**Five excitations of boron trifluoride, in seven questions**

Five lowest singlet excited states of gas-phase BF₃, computed with PySCF 2.14.0 using full linear-response TDDFT (no Tamm–Dancoff approximation) with the PBE0 functional and the def2-SVPD basis, at a GFN2-xTB geometry. The leading pair weight refers to natural transition orbitals; difference densities are unrelaxed.

```csv
row,excitation energy (eV),oscillator strength,leading pair weight,hole electron distance (Å),hole electron overlap
1,10.871,0.000,0.99800,0.000,0.365
2,10.928,0.000,0.99600,0.000,0.302
3,11.814,0.000,0.99600,0.513,0.358
4,11.814,0.000,0.99600,0.513,0.334
5,12.027,0.000,0.99700,0.337,0.407
```

**1. What happens to the electrons in these states?**

In each state one electron leaves the fluorine lone pairs for an empty orbital. The leading pair weight, at least 0.996, says that a single pair of hole and electron describes each state almost completely. There are two receiving orbitals. In rows 1 and 5 the electron enters a compact π orbital centred on boron; in rows 2, 3 and 4 it enters a diffuse, Rydberg-like orbital with twice the extent.

**2. Which costs more, another hole or another receiving orbital?**

Rows 1 and 2 empty the same lone-pair orbital, the highest occupied one (HOMO), and differ only in where the electron goes. This changes the energy by just 0.057 eV. Keeping the diffuse orbital and taking the electron from a deeper lone pair costs 0.886 eV (row 2 to row 3); with the compact orbital, and a different deeper lone pair, the step is 1.156 eV (row 1 to row 5).

Orbital theory explains why the HOMO is the cheapest to empty. Its lone pairs lie in the molecular plane, at right angles to the bonds, and are out of phase with both neighbours. By symmetry no s or p orbital of boron can mix in to stabilise them. The out-of-plane combinations emptied in rows 3 and 4 get no such help either, but three out-of-plane lone pairs cannot all be out of phase with one another, so these are pushed up less. The in-plane combination emptied in row 5 can mix with boron's p orbitals.

**3. Why is row 2, from the HOMO to the lowest empty orbital (LUMO), not the lowest state?**

Take first the limit in which the response calculation's interaction terms between electron and hole are switched off. Row 2 would then cost the difference of the two orbital energies, $0.044-(-12.384)=12.43$ eV. The response calculation gives 1.5 eV less, because it lets the two interact; in PBE0 the exact-exchange part supplies an attraction between them.

Row 1 uses the next higher empty orbital, so in the same limit it would lie above row 2. It comes out slightly below, so the interaction must lower it more. The likely reason, not computed separately here, is that a compact electron stays closer to the hole than a diffuse one. The near-coincidence of rows 1 and 2 is thus a balance: the diffuse orbital is cheaper to fill, but gains less attraction.

**4. Does a hole–electron distance of zero mean that no charge moves?**

No. The distance is measured between the centres of the hole and electron clouds. In row 1 the hole is 95% on the fluorines, while 56.5% of the electron is on boron. Charge flows inwards from three equivalent sides, and both centres stay on the boron atom.

Rows 3 and 4 show the opposite trap. Each has a distance of 0.513 Å, but they are two members of one degenerate level, and their shifts point in opposite directions. Averaged over the pair, nothing moves sideways. Row 5 belongs to another such pair, whose second member falls outside the five states computed, so its distance does not mark a preferred direction either.

**5. Why does none of these states absorb light?**

A transition can be weak because hole and electron hardly meet, or because contributions to its dipole cancel. Here the overlaps are 0.302 or more, so the first reason fails. Symmetry makes the cancellation exact as long as the nuclei keep the symmetric shape; vibrations, left out here, can lend such states a little intensity.

In rows 1 and 2 the product of hole and electron orbitals changes sign under reflection in each of the three upright planes through a B–F bond. A transition dipole would have to be reversed by all three reflections, and no direction in space has that property. In rows 3 to 5 one orbital of the pair changes sign across the molecular plane and the other does not, which leaves only a dipole perpendicular to the plane. The threefold rotation leaves that direction unchanged but mixes the two members of a degenerate level, so this component vanishes too.

Dark does not mean out of reach. BF₃ feeds ion sources that supply boron for doping silicon, and electron impact there is not bound by the optical selection rule.

**6. What would change with chlorine in place of fluorine?**

The symmetry argument would stand, since it uses only the shape of the molecule and of the orbitals. The energies of corresponding states should fall, because chlorine holds its lone pairs less tightly. That is an expectation from general chemistry, untested here.

**7. Which digits can be trusted?**

The zeros and the degeneracy of rows 3 and 4 are the firmest results, because symmetry fixes them. The order of rows 1 and 2 is open: 0.057 eV is well below the usual error of such calculations, a few tenths of an eV. Even the 0.213 eV between rows 3 and 5 is not safe. The same caution applies to the answer to question 2: its small step compares a compact with a diffuse orbital, whose errors need not cancel, while the two larger steps each keep the receiving orbital and are safer.

The absolute energies are weaker still. PBE0 tends to place diffuse and charge-transfer states too low. Its HOMO, at −12.4 eV, is too shallow beside an ionisation energy of roughly 16 eV (a recalled value). The limited set of diffuse basis functions errs the other way: more of them would lower mainly rows 2 to 4. The LUMO itself comes out slightly above zero, that is unbound, so its energy depends on the basis. Three decimals therefore help to recognise a degenerate pair, but they do not locate a level in nature.

No model was fitted; the output below lists the differences and charge shares used here.

The analysis program printed:

```
Character of the states:
  row  wavelength_nm  electron_extent_A  hole_on_F  electron_on_B
    1          114.1               1.29       0.95          0.565
    2          113.5               2.58       0.95          0.535
    3          104.9               2.56      0.923          0.539
    4          104.9               2.56      0.923          0.539
    5          103.1               1.29      0.922          0.566
Number of distinct energy levels among the five states: 4
Row 2 minus row 1, same hole, other electron orbital (eV): 0.057
Row 3 minus row 2, same diffuse electron orbital, other hole (eV): 0.886
Row 5 minus row 1, same compact electron orbital, other hole (eV): 1.156
Row 5 minus row 3 (eV): 0.213
Electron extent, row 2 over row 1 (ratio): 2
Electron share on B minus hole share on B in row 1: 0.515
Sum of the x shifts of rows 3 and 4 (angstrom): 0.001
Sum of the y shifts of rows 3 and 4 (angstrom): 0
Smallest hole-electron overlap: 0.302
Largest hole-electron overlap: 0.407
Smallest leading pair weight: 0.996
HOMO-LUMO orbital gap (eV): 12.43
Orbital gap minus excitation energy of row 2 (eV): 1.5
Rough ionisation energy of 16 eV minus the negative HOMO energy (eV): 3.616
```
